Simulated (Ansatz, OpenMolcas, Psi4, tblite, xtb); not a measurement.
## How methods differ on CH6B2O (SMILES BB(C)O)

CH6B2O has 10 atoms, charge 0, and is taken as a singlet. SMILES: `BB(C)O`. The coordinates come from a PBE0-D4/def2-TZVP relaxation. This is one conformer, not always the lowest.

| atom | x (Å) | y (Å) | z (Å) |
| --- | --- | --- | --- |
| B | -1.1574 | 0.8268 | -0.6221 |
| B | 0.2894 | 0.0459 | -0.2710 |
| C | 0.3773 | -0.8347 | 1.0322 |
| O | 1.4326 | 0.1178 | -1.0179 |
| H | -2.0104 | 0.3121 | -1.2922 |
| H | -1.4404 | 1.8989 | -0.1622 |
| H | -0.5465 | -1.3710 | 1.2659 |
| H | 1.2004 | -1.5525 | 0.9757 |
| H | 0.5727 | -0.1745 | 1.8867 |
| H | 1.3653 | 0.6798 | -1.7923 |

Quantity: the HOMO–LUMO gap, in eV. The values are calculated.

| level | kind | program | value (eV) | CPU time |
| --- | --- | --- | --- | --- |
| GFN0-xTB | semi-empirical | xtb | 3.38 | under 2 s |
| GFN1-xTB | semi-empirical | tblite | 3.44 | under 2 s |
| HF/def2-SVP | Hartree–Fock | OpenMolcas | 12.86 | 5.2 s |
| SVWN5/def2-SVP | LDA | Ansatz | 3.16 | 3.5 s |
| PBE-D3(BJ)/def2-SVP (density fitting) | GGA | Psi4 | 3.39 | 9.8 s |
| r2SCAN/def2-SVP | meta-GGA | Ansatz | 4.07 | 10 s |
| r2SCAN0/def2-SVP | hybrid meta-GGA | Ansatz | 6.21 | 11 s |
| wB97X/def2-SVP | range-separated hybrid | Ansatz | 10.61 | 22 s |
| PBE-QIDH/def2-SVP | double hybrid | Ansatz | 10.04 | 8.6 s |

The values span 3.16 to 12.86 eV. Orbital gaps aren't excitation energies, and those of double hybrids come from the SCF part alone; they tend to grow with the share of exact exchange. CPU times are rough (shared hosts, several kinds of processor and program).

The geometry places the BH2 plane almost perpendicular to the plane around the substituted boron. The oxygen lone pair can therefore donate π density into the empty p orbital of its own boron, but hardly into that of the terminal one. The LUMO is thus probably centred on the BH2 boron, which remains a strong Lewis acid site, while the HOMO probably has much B–B σ character, since boron is electropositive and holds the bonding pair loosely.

The spread in the gap reflects largely how each method treats exchange, which affects both the occupied and the empty level. With exact exchange, an unoccupied orbital feels the repulsion of all the electrons, whereas an occupied one is freed from its own; a semilocal potential makes no such distinction. The long-range exchange in wB97X opens the gap to 10.61 eV, far above the 6.21 eV of r2SCAN0. The closeness of GFN0-xTB to PBE, 3.38 against 3.39 eV, is no independent support for a small fundamental gap.
